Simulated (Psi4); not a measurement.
## A ladder of methods for CH3AlCl2O (SMILES C[O][Al]([Cl])[Cl])

The species is CH3AlCl2O (8 atoms), meant as a singlet with charge 0. As SMILES, `C[O][Al]([Cl])[Cl]`. The shape was relaxed beforehand at PBE0/def2-TZVP.

Quantity: the dipole moment, in D. The values are calculated.

```tsv
level	kind	program	value (D)
PBE-D4/def2-TZVPP (density fitting)	GGA	Psi4	1.69
r2SCAN-D4/def2-TZVPP (density fitting)	meta-GGA	Psi4	1.76
B3LYP-D4/def2-TZVPP (density fitting)	global hybrid	Psi4	1.75
PBE0-D4/def2-TZVPP (density fitting)	global hybrid	Psi4	1.74
wB97M-V/def2-TZVPP (density fitting)	range-separated hybrid	Psi4	1.75
```

The values span 1.69 to 1.76 D. Magnitudes only.

The dipole moment of monomeric methoxyaluminium dichloride depends little on the functional. PBE gives the lowest value, 1.69 D, while the other four lie between 1.74 and 1.76 D. The order does not follow the share of exact exchange, since r2SCAN, which has none, gives the largest value. With the geometry held fixed, the small differences reflect the electron density rather than bond lengths or angles, and PBE probably leaves the polar bonds slightly less charge-separated.

The moderate size of the dipole is no sign of weakly polar bonding. Aluminium is much more electropositive than oxygen and chlorine, but the Al–O and Al–Cl bond dipoles point in different directions around the metal and largely cancel. Donation from the oxygen lone pairs towards the formally empty aluminium p orbital also counteracts part of the Al–O polarity.

The result applies to the isolated monomer and cannot be carried over to the alkoxide-bridged aggregates that such Lewis-acidic compounds commonly form, where both the aluminium environment and the overall symmetry change.
